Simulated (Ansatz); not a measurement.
# Loss of H2: BH(CH3)2(NH3) → B(CH3)2(NH2) + H2

Species: BH(CH3)2(NH3), singlet; B(CH3)2(NH2), singlet; H2 (hydrogen), singlet. 

Shapes, held fixed at every level: PBE0-D4/def2-TZVP. Programs: Ansatz 0.2.0. The zero-point and thermal change to 298 K, harmonic and unscaled (PBE0-D4/def2-TZVP), is -23.5 kJ/mol.

(1) Estimate ΔH(298 K) of this reaction.

Answers

(1) The highest level, CCSD(T)/CBS estimate, gives ΔH(298 K) = -49.4 kJ/mol; the levels span -75.3 to -45.0. The column of differences is taken from that level and isn't an error. No measured value is set beside it here. The CBS estimate extrapolates MP2 from def2-TZVPP and def2-QZVPP and adds CCSD(T) − MP2 in the triple-zeta set, cores frozen; for H2 it overshoots the exact energy by about 1 mEh. Times are processor times on shared x86 and Arm servers, and rough.

```json
{"level": "HF/def2-SVP", "kind": "Hartree–Fock", "ΔH(298 K) (kJ/mol)": "-65.0", "less CCSD(T)/CBS estimate": "-15.6", "CPU time (sum over the molecules)": "–"}
{"level": "HF/def2-TZVPP", "kind": "Hartree–Fock", "ΔH(298 K) (kJ/mol)": "-75.3", "less CCSD(T)/CBS estimate": "-25.9", "CPU time (sum over the molecules)": "–"}
{"level": "PBE-D4/def2-TZVPP", "kind": "GGA", "ΔH(298 K) (kJ/mol)": "-45.0", "less CCSD(T)/CBS estimate": "+4.4", "CPU time (sum over the molecules)": "18 s"}
{"level": "B3LYP-D4/def2-TZVPP", "kind": "global hybrid", "ΔH(298 K) (kJ/mol)": "-58.8", "less CCSD(T)/CBS estimate": "-9.4", "CPU time (sum over the molecules)": "30 s"}
{"level": "BHLYP-D4/def2-TZVPP", "kind": "global hybrid", "ΔH(298 K) (kJ/mol)": "-55.0", "less CCSD(T)/CBS estimate": "-5.6", "CPU time (sum over the molecules)": "17 s"}
{"level": "wB97X-V/def2-TZVPP", "kind": "range-separated hybrid", "ΔH(298 K) (kJ/mol)": "-47.5", "less CCSD(T)/CBS estimate": "+1.9", "CPU time (sum over the molecules)": "48 s"}
{"level": "CCSD(T)/def2-TZVPP", "kind": "coupled cluster or CI", "ΔH(298 K) (kJ/mol)": "-46.3", "less CCSD(T)/CBS estimate": "+3.1", "CPU time (sum over the molecules)": "12 min"}
{"level": "CCSD(T)/CBS estimate", "kind": "coupled cluster or CI", "ΔH(298 K) (kJ/mol)": "-49.4", "less CCSD(T)/CBS estimate": "0.0", "CPU time (sum over the molecules)": "15 min"}
```

Loss of H2 is exothermic at every level. The hydridic B–H and protic N–H hydrogens combine into a strong H–H bond, while the dative B–N bond of the adduct becomes a shorter covalent one, reinforced by donation of the nitrogen lone pair into the empty boron p orbital. The electronic energy is only part of the driving force: the zero-point and thermal term of -23.5 kJ/mol supplies nearly half of the best estimate, largely because stiff B–H and N–H vibrations are lost.

Hartree–Fock exaggerates the exothermicity, probably because it misses correlation that stabilises the crowded four-coordinate adduct and its dative bond more than the separated products. The larger basis takes it further from the coupled-cluster value, so the smaller set benefits from error cancellation. Among the functionals, the share of exact exchange alone doesn't order the results, as B3LYP is more exothermic than both PBE and BHLYP. The favourable enthalpy says nothing about the barrier, which governs whether the adduct releases hydrogen without a catalyst.
